When a molecule absorbs light, an electron leaves a filled orbital and enters an empty one. The cheapest such step runs, in the simplest picture, from the highest filled orbital (HOMO) to the lowest empty one (LUMO). The gap between these two orbital energies is then a first estimate of the lowest excitation energy. The table lists this excitation for eight molecules, computed with a hybrid density functional and taken as a singlet, in which the spins stay paired.

Lowest singlet excitations of eight neutral closed-shell molecules, computed with PySCF 2.14.0 using linear-response time-dependent density functional theory with the PBE0 functional and the 6-31+G(d) basis, at GFN2-xTB geometries. The Tamm-Dancoff column shows whether that approximation (yes) or the full response (no) was used.

```
           system  tamm dancoff    formula  lowest excitation energy (eV)  its oscillator strength  its hole-electron distance (Å)  its hole-electron overlap
        Bc1ccccc1           yes      C6H7B                           4.68                    0.028                            1.43                       0.70
         C=[SiH2]            no      CH4Si                           5.00                    0.261                            0.68                       0.84
C#CCC1=CBO[SiH2]1           yes   C5H7BOSi                           5.24                    0.010                            1.20                       0.51
        Fc1ccccc1           yes      C6H5F                           5.57                    0.013                            0.11                       0.95
           CH6OSi           yes     CH6OSi                           6.70                    0.003                            0.94                       0.43
  [SiH3]O[SiH2]Cl            no   ClH5OSi2                           7.11                    0.005                            0.68                       0.47
 C[SiH2]O[SiH2]Cl           yes  CH7ClOSi2                           7.26                    0.012                            0.09                       0.48
          C2H7FSi           yes    C2H7FSi                           7.84                    0.099                            1.13                       0.35
```

The oscillator strength measures how strongly the excitation absorbs light. The hole is the place that the electron leaves, and the hole-electron overlap tells how far the two clouds cover the same space, with 1 for full cover. The orbital gaps of the same calculations stand in the output below the text.

**(a) Take the HOMO-LUMO gap, with nothing fitted, as the estimate of the excitation energy. Which molecule breaks the pattern, and by how much?**

*Solution.* The excitation energy rises from each row to the next. The gap does so too, with one exception: it falls from phenylborane, the first row, to silene, C=[SiH2]. Silene has the smallest gap of all eight, yet phenylborane has the lowest excitation.

For silene the estimate runs as follows. The HOMO lies at −6.51 eV and the LUMO at −1.33 eV, so the gap is −1.33 − (−6.51) = 5.18 eV. The computed excitation energy is 5.00 eV, only 0.18 eV lower.

That close agreement is the anomaly. In the other seven molecules the excitation lies between 0.87 and 1.41 eV below the gap. Some of these gaps are rough references: in the ring with boron, oxygen and silicon the electron comes mainly from the orbital just below the HOMO, and in three of the saturated silicon compounds the LUMO lies slightly above zero, where its energy depends on the basis. Silene stands apart from the remaining rows as well. The bare gap is thus a good guide to the order and a poor one to the energy itself. Measured against the smallest of these seven drops, silene lies about 0.7 eV too high; measured against their median, it lies about 1.0 eV too high.

**(b) Why does an excitation normally lie below the gap, and what can hold it up in silene?**

*Solution.* The excited electron and the hole attract each other, and this lowers the excitation energy. A second effect works the other way. During the transition, the product of the two orbitals acts like a charge cloud with positive and negative regions, the transition density. In a singlet this cloud interacts with itself, and the interaction costs energy. In outline,

excitation energy ≈ gap − attraction + self-repulsion of the transition density.

The hybrid functional contains both effects in its own approximate form. Its share of exact exchange sets the gap and much of the attraction, so the usual drop of about 1 eV belongs to PBE0 and would change with another functional.

Two limiting cases show when the last term matters. If the hole and the electron sit in different places, the product of their orbitals is small everywhere, and the self-repulsion vanishes. If they share one short bond, and the product is positive at one end and negative at the other, the cloud is a compact, strong dipole. The self-repulsion is then large.

Silene is close to the second case. Both of its orbitals belong to the π bond between carbon and silicon: the HOMO is the bonding combination, the LUMO the antibonding one. The sideways overlap in this bond is weak, which keeps the two orbitals close in energy and the gap small. Their product, however, points along the bond as a strong dipole, so the singlet is pushed back up towards the gap.

The dipole can be checked, because the oscillator strength is proportional to the excitation energy times the square of the transition dipole. Silene has the largest dipole, 1.46 atomic units, twice the next largest. The numbers therefore show that the molecule that breaks the pattern is also the one with the strongest transition. That the self-repulsion causes the break is an argument from theory. A triplet calculation would test it, since this term is absent in a triplet.

Dimethylfluorosilane, the last row, has the second largest dipole, yet its excitation lies an ordinary 1.11 eV below the gap. Two things fit this. Its dipole is only half that of silene, and for clouds of the same shape the self-repulsion grows with the square of the dipole, so it would be about a quarter as large. Its excited electron is also more diffuse, spread over about 3.3 Å against 2.2 Å in silene, and a more spread-out transition density should repel itself less. This one row can't separate the two.

**(c) In fluorobenzene the hole and the electron overlap even more than in silene. Why does it keep to the pattern? And could the break come from the different settings in the Tamm-Dancoff column?**

*Solution.* Overlap tells only that the two clouds occupy the same space. It says nothing about the signs of the orbitals, and these decide the self-repulsion. Fluorobenzene has an overlap of 0.95 against 0.84 in silene, but an oscillator strength of only 0.013 against 0.261.

The reason is a well-known feature of the benzene ring. The lowest singlet mixes two orbital pairs whose transition dipoles nearly cancel. The transition density changes sign several times around the ring, and neighbouring positive and negative regions keep its self-repulsion low. The mixing also lowers the state by itself. Fluorobenzene thus shows that high overlap is not enough to break the pattern, but it doesn't measure the repulsion.

As for the settings, "yes" in the Tamm-Dancoff column marks an approximation that leaves out part of the response of the electrons. Silene was treated with the full response. So was [SiH3]O[SiH2]Cl, and its excitation lies an ordinary 1.32 eV below the gap, so the full response alone doesn't make the break. For a bright singlet, the full response normally gives the lower energy. With the approximation used for most other rows, silene would move up, closer to its gap or past it, and the break would grow. Its place in the table is less secure: the next molecule, a ring with boron, oxygen and silicon, lies only 0.24 eV higher, and a change of method could reverse the two.

The same reasoning helps with a neighbouring molecule. One first looks at the gap, then asks whether the HOMO and LUMO share a short bond and give a bright transition. If they do, theory suggests that the singlet lies unusually high for its gap, though this table holds only one such case. Ethene is the familiar example: its bright π→π* singlet lies several eV above the triplet made from the same two orbitals.

For silicon precursors used to deposit dielectric films, the difference between single and double bonds matters more than the break itself. The four saturated silicon compounds at the bottom of the table have their computed first excitation between 185 and 158 nm, in the vacuum ultraviolet. For silene, which is a short-lived species and not a precursor to keep in a bottle, the calculation puts a strong absorption near 248 nm. The short-wavelength values are the less certain ones where the excited electron is diffuse, as in the last row, because the small basis describes such states poorly and PBE0 tends to place them too low. Absorption alone also doesn't tell which bond, if any, will break.

The analysis program printed:

```
Gap and excitation:
                row  HOMO-LUMO gap in eV  excitation below gap by eV  transition dipole in a.u.  wavelength in nm
          Bc1ccccc1                5.553                       0.873                     0.4942             264.9
           C=[SiH2]                5.181                       0.181                       1.46               248
  C#CCC1=CBO[SiH2]1                6.319                       1.079                     0.2791             236.6
          Fc1ccccc1                6.762                       1.192                     0.3086             222.6
             CH6OSi                8.107                       1.407                     0.1352             185.1
    [SiH3]O[SiH2]Cl                 8.43                        1.32                     0.1694             174.4
   C[SiH2]O[SiH2]Cl                 8.59                        1.33                     0.2597             170.8
            C2H7FSi                8.952                       1.112                     0.7179             158.1
number of steps down the table at which the gap falls: 1
silene gap less phenylborane gap, eV: -0.372
silene excitation less phenylborane excitation, eV: 0.32
drop below the gap in silene, eV: 0.181
smallest drop among the other seven, eV: 0.873
median drop among the other seven, eV: 1.192
largest drop among the other seven, eV: 1.407
break of silene against the smallest other drop, eV: 0.692
break of silene against the median other drop, eV: 1.011
silene excitation if it had the median other drop, eV: 3.989
silene transition dipole over the next largest, ratio: 2.033
silene oscillator strength over that of fluorobenzene, ratio: 20.08
boracycle excitation less silene excitation, eV: 0.24
longest wavelength among the four saturated silicon compounds, nm: 185.1
shortest wavelength among the four saturated silicon compounds, nm: 158.1
```
